# s-ordered quasiprobabilities and what a noisy amplifier measures

The Glauber–Sudarshan $P$ function, the Wigner function and the Husimi $Q$ function are three members of one family $W(\alpha,s)$, introduced by Cahill and Glauber in 1969. Lowering $s$ smooths the distribution with a Gaussian. A microwave detection chain with $A$ added noise photons histograms exactly the member $s=-2A$.

## 1. Premises and conventions

- One bosonic mode, $[a,a^\dagger]=1$, in a state $\rho$ with $\mathrm{Tr}\rho=1$. For a propagating field, $a=\int dt\,f^*(t)\,a_{\rm out}(t)$ with $\int|f|^2dt=1$, where $f$ is the filter applied to the record.
- Coherent states: $a|\alpha\rangle=\alpha|\alpha\rangle$, $\langle n|\alpha\rangle=e^{-|\alpha|^2/2}\alpha^n/\sqrt{n!}$, $\int d^2\alpha\,|\alpha\rangle\langle\alpha|/\pi=1$.
- $\alpha=\alpha_r+i\alpha_i$ and $d^2\alpha=d\alpha_r\,d\alpha_i$. Amplitudes are dimensionless and $|\alpha|^2$ counts photons.
- $D(\xi)=\exp(\xi a^\dagger-\xi^*a)$, and $s$ is real.

The definitions are

$$\chi(\xi,s)=\mathrm{Tr}[\rho D(\xi)]\,e^{s|\xi|^2/2},\qquad W(\alpha,s)=\frac{1}{\pi^2}\int d^2\xi\;\chi(\xi,s)\,e^{\alpha\xi^*-\alpha^*\xi}.\tag{1}$$

The prefactor $1/\pi^2$ makes $\int W\,d^2\alpha=1$. Texts that integrate with the measure $d^2\alpha/\pi$ have a $W$ larger by $\pi$. The convolution law is linear in $W$ and reads the same in both conventions.

## 2. Tools

**Disentangling.** Let $C=[X,Y]$ be a c-number and $F(t)=e^{tX}e^{tY}$. Since $e^{tX}Ye^{-tX}=Y+tC$, we get $F'=(X+Y+tC)F$ with $F(0)=1$. The solution is $F=e^{t(X+Y)}e^{t^2C/2}$, so $e^{X+Y}=e^Xe^Ye^{-C/2}$. For $X=\xi a^\dagger$, $Y=-\xi^*a$ one has $C=+|\xi|^2$, and swapping the roles flips its sign:

$$D(\xi)=e^{\xi a^\dagger}e^{-\xi^*a}\,e^{-|\xi|^2/2}=e^{-\xi^*a}e^{\xi a^\dagger}\,e^{+|\xi|^2/2}.\tag{2}$$

So $D(\xi)e^{s|\xi|^2/2}$ is normally ordered at $s=1$, antinormally ordered at $s=-1$, and symmetric in $a,a^\dagger$ at $s=0$. The same commutator expansion gives $D^\dagger(\alpha_0)\,a\,D(\alpha_0)=a+\alpha_0$.

**Fourier pair.** Multiplying out, $\alpha\xi^*-\alpha^*\xi=2i(\alpha_i\xi_r-\alpha_r\xi_i)$, which is purely imaginary. With $\int dx\,e^{2ikx}=\pi\delta(k)$ in each direction, $\int d^2\alpha\,e^{\alpha\xi^*-\alpha^*\xi}=\pi^2\delta^2(\xi)$. Equation (1) therefore inverts to

$$\chi(\xi,s)=\int d^2\alpha\;W(\alpha,s)\,e^{\xi\alpha^*-\xi^*\alpha}.\tag{3}$$

Setting $\xi=0$ gives the normalisation. $W$ is real because $D^\dagger(\xi)=D(-\xi)$ implies $\chi(-\xi,s)=\chi(\xi,s)^*$.

**Gaussian pair.** For $\sigma>0$, $\int dx\,e^{-\sigma x^2+2ikx}=\sqrt{\pi/\sigma}\,e^{-k^2/\sigma}$. Using it once per component,

$$\frac1{\pi^2}\int d^2\xi\;e^{-\sigma|\xi|^2}e^{\alpha\xi^*-\alpha^*\xi}=\frac{e^{-|\alpha|^2/\sigma}}{\pi\sigma}\equiv K_\sigma(\alpha),\qquad \int d^2\gamma\,K_\sigma(\gamma)\,e^{\xi\gamma^*-\xi^*\gamma}=e^{-\sigma|\xi|^2}.\tag{4}$$

$K_\sigma$ is normalised and has $\langle|\alpha|^2\rangle=\sigma$. The variance of each of $\alpha_r$ and $\alpha_i$ is $\sigma/2$. On this page "width" always means the complex variance $\sigma$, in photons.

**Moments.** Expanding (3) in $\xi,\xi^*$ shows that $\int\alpha^{*m}\alpha^nW\,d^2\alpha$ is the mean of the $s$-ordered product of $a^{\dagger m}$ and $a^n$, defined as the corresponding coefficient of $D(\xi)e^{s|\xi|^2/2}$. By (2) this operator equals $e^{\xi a^\dagger}e^{-\xi^*a}e^{-(1-s)|\xi|^2/2}$, and its $-|\xi|^2$ coefficient gives

$$\int|\alpha|^2\,W(\alpha,s)\,d^2\alpha=\langle a^\dagger a\rangle+\frac{1-s}{2}.\tag{5}$$

## 3. The three landmarks

**$s=-1$ is $Q$.** Use the antinormal form of (2), cycle the trace, and evaluate it in coherent states:

$$\chi(\xi,-1)=\mathrm{Tr}[e^{\xi a^\dagger}\rho\,e^{-\xi^*a}]=\int\frac{d^2\alpha}{\pi}\langle\alpha|\rho|\alpha\rangle\,e^{\xi\alpha^*-\xi^*\alpha}.$$

Comparison with (3) gives $W(\alpha,-1)=\langle\alpha|\rho|\alpha\rangle/\pi=Q(\alpha)\ge0$. Moreover $\pi e^{|\alpha|^2}Q=\sum_{mn}\rho_{mn}\alpha^{*m}\alpha^n/\sqrt{m!\,n!}$, so the Taylor coefficients of this function are the matrix elements of $\rho$. Hence $Q$ fixes $\rho$, and so does $\chi$ at any $s$, because the $\chi$ at different $s$ differ by a factor that never vanishes.

**$s=1$ is $P$.** Suppose $\rho=\int d^2\alpha\,P(\alpha)|\alpha\rangle\langle\alpha|$. The normal form of (2) acts on coherent states as a number:

$$\chi(\xi,1)=\int d^2\alpha\,P(\alpha)\,\langle\alpha|e^{\xi a^\dagger}e^{-\xi^*a}|\alpha\rangle=\int d^2\alpha\,P(\alpha)\,e^{\xi\alpha^*-\xi^*\alpha},$$

so $W(\alpha,1)=P(\alpha)$. Conversely, if $W(\alpha,1)$ exists, the operator $\int W(\alpha,1)|\alpha\rangle\langle\alpha|\,d^2\alpha$ has the same $\chi$ as $\rho$ and by the uniqueness just shown equals $\rho$.

**$s=0$ is the Wigner function.** Put $a=(\hat x+i\hat p)/\sqrt2$ with $[\hat x,\hat p]=i$, and $\xi=(u+iv)/\sqrt2$. Then $\xi a^\dagger-\xi^*a=i(v\hat x-u\hat p)$. Two uses of the disentangling rule give $D=e^{-iu\hat p/2}e^{iv\hat x}e^{-iu\hat p/2}$, the two phases cancelling. Since $e^{-iu\hat p/2}|q\rangle=|q+u/2\rangle$ and $\langle q|e^{-iu\hat p/2}=\langle q-u/2|$,

$$\chi(\xi,0)=\int dq\;e^{ivq}\,\langle q-\tfrac u2|\rho|q+\tfrac u2\rangle .$$

With $\alpha=(x+ip)/\sqrt2$ the kernel of (1) is $e^{i(pu-xv)}$, and $d^2\xi=du\,dv/2$. The $v$ integral gives $2\pi\delta(q-x)$, leaving

$$W(\alpha,0)=\frac1\pi\int du\;e^{ipu}\,\langle x-\tfrac u2|\rho|x+\tfrac u2\rangle=2\,W_{\rm Wig}(x,p),\tag{6}$$

where $W_{\rm Wig}$ is Wigner's function with prefactor $1/2\pi$, normalised in $dx\,dp$. The factor 2 is the Jacobian, $d^2\alpha=dx\,dp/2$. Two bounds follow. Cauchy–Schwarz on (6) for a pure state, and then for mixtures, gives $|W(\alpha,0)|\le2/\pi$. Plancherel's theorem in $v$ gives $\int|\chi(\xi,0)|^2d^2\xi=\pi\,\mathrm{Tr}\rho^2\le\pi$.

## 4. The convolution law

Take $s'<s$ and $\sigma=(s-s')/2>0$. From (1), $\chi(\xi,s')=\chi(\xi,s)\,e^{-\sigma|\xi|^2}$. Write the Gaussian with the second form of (4) and insert it into the definition of $W(\alpha,s')$:

$$W(\alpha,s')=\frac1{\pi^2}\int d^2\xi\int d^2\gamma\;K_\sigma(\gamma)\,\chi(\xi,s)\,e^{(\alpha-\gamma)\xi^*-(\alpha-\gamma)^*\xi}.$$

If $\chi(\cdot,s)$ is absolutely integrable, the double integral converges absolutely and the order may be exchanged. The $\xi$ integral is then $W(\alpha-\gamma,s)$. Renaming $\beta=\alpha-\gamma$,

$$\boxed{W(\alpha,s')=\frac{2}{\pi(s-s')}\int d^2\beta\;W(\beta,s)\,\exp\!\left[-\frac{2|\alpha-\beta|^2}{s-s'}\right],\qquad s'<s.}\tag{7}$$

In statistical language, going from $s$ to $s'$ adds to $\alpha$ an independent circular Gaussian variable of width $(s-s')/2$. Several consequences are immediate.

1. Widths add, so two steps $s\to s'\to s''$ equal one step $s\to s''$. From $P$ to Wigner costs half a photon, and from Wigner to $Q$ another half.
2. Since $\partial_\alpha\partial_{\alpha^*}e^{\alpha\xi^*-\alpha^*\xi}=-|\xi|^2e^{\alpha\xi^*-\alpha^*\xi}$ and $\partial_s\chi=|\xi|^2\chi/2$,
$$\partial_sW=-\tfrac12\,\partial_\alpha\partial_{\alpha^*}W=-\tfrac18\left(\partial_{\alpha_r}^2+\partial_{\alpha_i}^2\right)W.$$
This is a diffusion equation in the "time" $-s$. Raising $s$ runs it backwards, which is ill-posed.
3. For $s\le-1$, $W$ is $Q$ or $Q$ smoothed by a positive kernel, so it is a true probability density for every state.

## 5. Displaced thermal state

Let $\rho_{\bar n}=\sum_n\bar n^n(1+\bar n)^{-n-1}|n\rangle\langle n|$ with $\bar n=1/(e^{hf/k_BT}-1)$. Start at $s=-1$, where the sum is an exponential series:

$$Q(\alpha)=\frac{e^{-|\alpha|^2}}{\pi(1+\bar n)}\sum_n\frac{1}{n!}\left(\frac{\bar n|\alpha|^2}{1+\bar n}\right)^n=K_{1+\bar n}(\alpha).$$

By (3) and (4), $\chi(\xi,-1)=e^{-(1+\bar n)|\xi|^2}$. Multiplying by $e^{(s+1)|\xi|^2/2}$ gives $\chi(\xi,s)=e^{-\sigma_s|\xi|^2}$ with $\sigma_s=\bar n+(1-s)/2$. For $\rho=D(\alpha_0)\rho_{\bar n}D^\dagger(\alpha_0)$, the shift rule gives $D^\dagger(\alpha_0)D(\xi)D(\alpha_0)=D(\xi)\,e^{\xi\alpha_0^*-\xi^*\alpha_0}$. In (1) this phase replaces $\alpha$ by $\alpha-\alpha_0$:

$$\boxed{W(\alpha,s)=\frac{1}{\pi\sigma_s}\exp\!\left[-\frac{|\alpha-\alpha_0|^2}{\sigma_s}\right],\qquad\sigma_s=\bar n+\frac{1-s}{2}.}\tag{8}$$

This holds while $\sigma_s>0$, that is for $s<1+2\bar n$. It agrees with (7), since $\sigma_{s'}=\sigma_s+(s-s')/2$, and with (5), since $\langle a^\dagger a\rangle=|\alpha_0|^2+\bar n$. For a coherent state, $\bar n=0$, the width vanishes as $s\to1$ and $P=\delta^2(\alpha-\alpha_0)$.

**Operator form for $s<-1$.** Apply (7) from $-1$ down to $s$, with kernel width $N=-(1+s)/2$. Then $W(\alpha,s)=\frac1\pi\mathrm{Tr}\left[\rho\int d^2\beta\,K_N(\beta-\alpha)|\beta\rangle\langle\beta|\right]$. By (8) at $s=1$, $K_N(\beta-\alpha)$ is the $P$ function of a displaced thermal state, so

$$W(\alpha,s)=\frac1\pi\mathrm{Tr}\left[\rho\,D(\alpha)\rho_ND^\dagger(\alpha)\right]\le\frac{1}{\pi(N+1)}=\frac{2}{\pi(1-s)},\tag{9}$$

the bound coming from the largest eigenvalue of $\rho_N$. Below $s=-1$ the state is thus compared with a thermal probe of $N$ photons in place of a coherent one.

## 6. One photon

A non-Gaussian case shows what the smoothing removes. From $e^{-\xi^*a}|1\rangle=|1\rangle-\xi^*|0\rangle$ and $\langle1|e^{\xi a^\dagger}=\langle1|+\xi\langle0|$ we have $\chi(\xi,1)=1-|\xi|^2$. Hence $\chi(\xi,s)=(1+\partial_\sigma)e^{-\sigma|\xi|^2}$ at $\sigma=\sigma_0\equiv(1-s)/2$, and by (4), for $s<1$,

$$W_1(\alpha,s)=(1+\partial_\sigma)K_\sigma\big|_{\sigma_0}=K_{\sigma_0}(\alpha)\left[1-\frac1{\sigma_0}+\frac{|\alpha|^2}{\sigma_0^2}\right].\tag{10}$$

It is negative at the origin for $\sigma_0<1$, that is $s>-1$. Its slope with respect to $|\alpha|^2$ at the origin is $(2-\sigma_0)/(\pi\sigma_0^3)$, so the central dip disappears altogether for $\sigma_0\ge2$, that is $s\le-3$.

## 7. The amplifier chain

Premises: the amplifier is linear and phase-insensitive with power gain $G>1$ that is flat over the filter band, and its noise modes are thermal and uncorrelated with the signal.

The output mode $b$ must obey $[b,b^\dagger]=1$. The term $\sqrt G\,a$ alone gives $G$, so a noise operator with commutator $-(G-1)$ has to be added, which we write with the creation operator of an independent mode $h$: $b=\sqrt G\,a+\sqrt{G-1}\,h^\dagger$. Recording both quadratures of $b$, by mixing down and digitising $I$ and $Q$, is modelled as measuring $b+v^\dagger$, where the mode $v$ lumps the image band and all later electronics. Referred to the input,

$$S=a+\mu h^\dagger+\nu v^\dagger,\qquad\mu^2=1-\frac1G,\quad\nu^2=\frac1G,\qquad[S,S^\dagger]=1-\mu^2-\nu^2=0.$$

The real and imaginary parts of $S$ commute, so they have a joint probability density $p(S)$, the normalised $IQ$ histogram divided by the amplitude gain, with $\langle e^{\xi S^\dagger-\xi^*S}\rangle=\int d^2S\,p(S)\,e^{\xi S^*-\xi^*S}$. The three modes commute, so the exponential factorises into $D_a(\xi)D_h(-\mu\xi^*)D_v(-\nu\xi^*)$. In a product state the mean factorises too, and Section 5 at $s=0$ gives the thermal factors:

$$\langle e^{\xi S^\dagger-\xi^*S}\rangle=\chi(\xi,0)\,e^{-A|\xi|^2},\qquad A=\left(1-\frac1G\right)\left(N_h+\tfrac12\right)+\frac1G\left(N_v+\tfrac12\right).$$

The right side is $\chi(\xi,s)$ with $s/2=-A$. By (3),

$$\boxed{p(S)=W(S,\,s=-2A).}\tag{11}$$

Because $N_h,N_v\ge0$, $A\ge1/2$, and the best possible chain records $Q$.

**Convention.** $A$ is the added noise number in the sense of Caves (1982): symmetrised noise referred to the input, added to the Wigner width. We define the noise temperature by $k_BT_N=A\,hf$. Some papers quote $N=A-1/2$, the excess over $Q$ that appears in (9), and then $s=-1-2N$. Check which one is meant.

**Loss before the amplifier.** A line of power transmission $\eta$ replaces $a$ by $\sqrt\eta\,a+\sqrt{1-\eta}\,c$, with $c$ thermal at occupation $N_c$. Dividing by $\sqrt\eta$ to refer $S$ to the source and repeating the factorisation gives (11) with

$$A_{\rm eff}=\frac A\eta+\frac{1-\eta}{\eta}\left(N_c+\tfrac12\right).\tag{12}$$

For $A=1/2$ and $N_c=0$ this is $s=1-2/\eta$.

## 8. Range of validity

- **$s<0$:** $|\mathrm{Tr}\rho D|\le1$ makes $\chi$ absolutely integrable. $W$ is a bounded continuous function and (7) holds from any such $s$ for every state.
- **$s=0$:** $\chi$ is square-integrable, so (7) follows from Parseval's theorem for every state.
- **$s>0$:** existence depends on the state. If $\chi(\xi,s)$ still decays integrably, nothing changes, as for thermal states up to $1+2\bar n$. If it grows at most polynomially, $W$ is a tempered distribution and (7) holds in that sense; the one-photon $P$ is a delta function plus its Laplacian. Squeezed vacuum has $\chi(\xi,0)=\exp[-(e^{2r}\xi_r^2+e^{-2r}\xi_i^2)/2]$, so $W$ is a function only for $s<e^{-2r}$, and beyond that $\chi$ grows like a Gaussian and is not tempered.
- **Direction:** (7) only lowers $s$. Its inverse multiplies $\chi$, and any noise on it, by $e^{(s-s')|\xi|^2/2}$.
- **Moments:** (5) needs finite moments of $\rho$.
- **Equation (11)** needs the premises of Section 7. Gain compression breaks linearity. Noise that is independent of the signal but not circular Gaussian still acts by convolution, but no single $s$ describes it. A phase-sensitive amplifier has $[S,S^\dagger]$ replaced by a one-quadrature measurement and falls outside this treatment. Several modes carry one $s$ each if their noises are uncorrelated.

## 9. Numbers: HEMT with 10 added photons

Assumed inputs: $f=6$ GHz, $A=10$ at the HEMT input including later stages, HEMT gain 40 dB, noise temperature of the later stages 300 K, signal mode at an effective 100 mK, $\alpha_0=2$, repetition rate 100 kHz. All results are those of this model.

Then $hf/k_B=0.288$ K and $T_N=2.88$ K. This lies in the 2–5 K that is typical of cryogenic HEMTs at 4–8 GHz. The later stages carry 1042 photons, which the gain reduces to 0.104 of the 10. The histogram is $W(S,-20)$, with thermal probe $N=9.5$ and vacuum width $\sigma_0=10.5$. Had the 10 photons been quoted as $N$, we would have $s=-21$ and $\sigma_0=11$, larger by 4.8 %.

The thermal occupation is $\bar n=0.0595$. Equations (8) and (10) give:

| $s$ | $\sigma_s$ | rms of $\alpha_r$, $\sqrt{\sigma_s/2}$ | peak $1/\pi\sigma_s$ | one photon, $W_1(0,s)$ |
|---|---|---|---|---|
| $1$ | 0.0595 | 0.172 | 5.35 | singular |
| $0$ | 0.560 | 0.529 | 0.569 | $-0.637$ |
| $-1$ | 1.060 | 0.728 | 0.300 | 0 |
| $-20$ | 10.56 | 2.30 | 0.0301 | 0.0274 |

**Displaced thermal state.** The single-shot power ratio is $|\alpha_0|^2/\sigma_{-20}=0.379$. To extract $\bar n$, subtract the mean and compare $\langle|S-\alpha_0|^2\rangle$ with a vacuum reference. For a Gaussian $K_\sigma$ the variable $|S-\alpha_0|^2$ is exponential, with mean $\sigma$ and variance $\sigma^2$. With $M$ shots of each kind the difference has variance $(\sigma_{-20}^2+\sigma_0^2)/M=221.8/M$, and a 10 % statistical uncertainty on $\bar n$ takes $M=6.3\times10^6$. Two neglected effects rival the signal. A relative drift of the power gain by $\bar n/\sigma_0=0.57$ % between the two runs mimics all of $\bar n$, so the runs must be interleaved. A reference that is itself thermal yields only the difference of the two occupations.

**One photon.** The vacuum histogram peaks at 0.0303. The one-photon histogram is 0.905 times that at the origin, crosses it at $|S|=\sqrt{\sigma_0}=3.24$, and has no dip, since a dip needs $A<3/2$.

*Moments are affordable.* With $y=|S|^2$, (10) gives $\langle y^k\rangle=(1+\partial_\sigma)\,k!\,\sigma^k$ at $\sigma_0$. So $\langle y\rangle=11.5$, $\langle y^2\rangle=2\sigma_0^2+4\sigma_0=262.5$, and the variance is 130.25, against 110.25 for vacuum. Measuring $\langle a^\dagger a\rangle=1$ to $\pm0.01$ from the difference takes $M=240.5/10^{-4}=2.4\times10^6$. For the next order, (7) from $s=1$ says $S=\alpha+n$ with $n$ drawn from $K_{\sigma_0}$. Averaging over $n$ gives $\langle y\rangle=\langle a^\dagger a\rangle+\sigma_0$ and $\langle y^2\rangle=\langle a^{\dagger2}a^2\rangle+4\sigma_0\langle a^\dagger a\rangle+2\sigma_0^2$. Therefore $y^2-4\sigma_0y+2\sigma_0^2=2\sigma_0^2L_2(y/\sigma_0)$, with $L_2$ the Laguerre polynomial, is an unbiased estimator of $\langle a^{\dagger2}a^2\rangle$. In $x=y/\sigma_0$ the density (10) is $e^{-x}[1+(x-1)/\sigma_0]$, and $\int e^{-x}L_2^2dx=1$, $\int e^{-x}xL_2^2dx=5$. The estimator has mean 0 and variance $4\sigma_0^4+16\sigma_0^3=6.7\times10^4$. If $\sigma_0$ is known from a much longer reference run, bounding $\langle a^{\dagger2}a^2\rangle$ to $\pm0.1$ takes $6.7\times10^6$ shots, or 67 s.

*Direct deconvolution is not.* The negative lobe of $\chi(\xi,0)=(1-|\xi|^2)e^{-|\xi|^2/2}$ is deepest at $|\xi|^2=3$, where it equals $-0.446$. The chain multiplies it by $e^{-30}$, leaving $-4.18\times10^{-14}$. The sample mean of $\cos[2(S_r\xi_i-S_i\xi_r)]$ estimates this number with variance $1/2$ per shot, so a signal-to-noise ratio of 1 at one point $\xi$ needs $M=2.9\times10^{26}$. Averaging over the phase of $\xi$ turns the estimator into $J_0(2|\xi||S|)$, whose variance under (10) is 0.048, a gain of only about ten. Reconstruction behind a HEMT therefore goes through low-order moments and the prior knowledge that few photons are present.

**How far the model misses a real setup.** The value $A=10$ is referred to the HEMT input. Circulators and cables between sample and HEMT lose signal, and whole chains referred to the sample typically show a few tens of photons, so the widths above are too small by a factor of about two or more for such a chain. An assumed cold loss of $\eta=1/2$ (3.0 dB, $N_c=0$) in (12) gives $A_{\rm eff}=20.5$, $s=-41$ and $\sigma_0=21$. The width doubles, and the shot numbers for the first and second moments grow at leading order in $\sigma_0$ by factors of 4 and 16.